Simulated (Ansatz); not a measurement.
## A series in volume scale on ScZn

All results are calculated (Ansatz 0.2.0). Periodic Kohn-Sham DFT of a crystal at fixed atoms, scaled to volume_scale times the given cell; pressure positive in compression, energy less spherical unpolarised free atoms, largest_vzz the field gradient of largest size among the nuclei.

The cell before it is scaled or strained (space group Pm-3m, No. 221):
```
CELL_PARAMETERS angstrom
3.35000 0.00000 0.00000
0.00000 3.35000 0.00000
0.00000 0.00000 3.35000
ATOMIC_POSITIONS crystal
Sc 0.00000 0.00000 0.00000
Zn 0.50000 0.50000 0.50000
```

Settings of every row: method frozen-core PAW; functional PBEsol; relativity scalar; k mesh 10x10x10; filling fermi-dirac; smearing width 0.03 eV; wave cutoff 420 eV; paw set soft_2.

Atom start moment: 0 on all atoms.

Limits: PAW files made with PBE.

| row | volume scale | V (Å³/atom) | pressure (GPa) |
| --- | --- | --- | --- |
| 1 | 0.94 | 17.67 | 1.617 |
| 2 | 0.96 | 18.046 | -0.206 |
| 3 | 0.98 | 18.422 | -1.843 |
| 4 | 0.99 | 18.61 | -2.596 |
| 5 | 1 | 18.798 | -3.309 |
| 6 | 1.01 | 18.986 | -3.986 |
| 7 | 1.02 | 19.174 | -4.625 |
| 8 | 1.04 | 19.55 | ? |
| 9 | 1.06 | 19.926 | -6.861 |

Question: what pressure should row 8 give?

Worked fit of pressure. Take u = (V_r/V)^(2/3) − 1 with V_r = 18.704 Å³ an atom, which is twice the finite (Eulerian) strain; such expansions in the strain, on which the Birch-Murnaghan equation of state is built, carry the rest volume and the bulk modulus. The shown rows have u = 0.03864, 0.02416, 0.01018, 0.00336, -0.00334, -0.00993, -0.01641, -0.04131. Least squares give pressure = −2.9573 + 106.492 × u + 299.42 × u² + 219 × u³ GPa; a parabola predicts inner rows, each left out in turn, worse (root mean square 0.0035 against 0.00095 GPa). The rows lie off it by 0.000, 0.001, -0.001, 0.000, 0.001, -0.001, 0.000, 0.000. The pressure vanishes at u = 0.0259, or V = 18 Å³ an atom, and there the bulk modulus at fixed shape and fractions is B = −V dP/dV = (2/3)(1 + u) dP/du = 83.7 GPa. The withheld row has u = -0.02906, so the fit gives −2.9573 + 106.492 × (-0.02906) + 299.42 × (-0.02906)² + 219 × (-0.02906)³ = -5.804 GPa.

The calculation gave -5.805 GPa. The fit lies 0.001 GPa (0.012 % of the column's range) above it, one unit of the last digit.
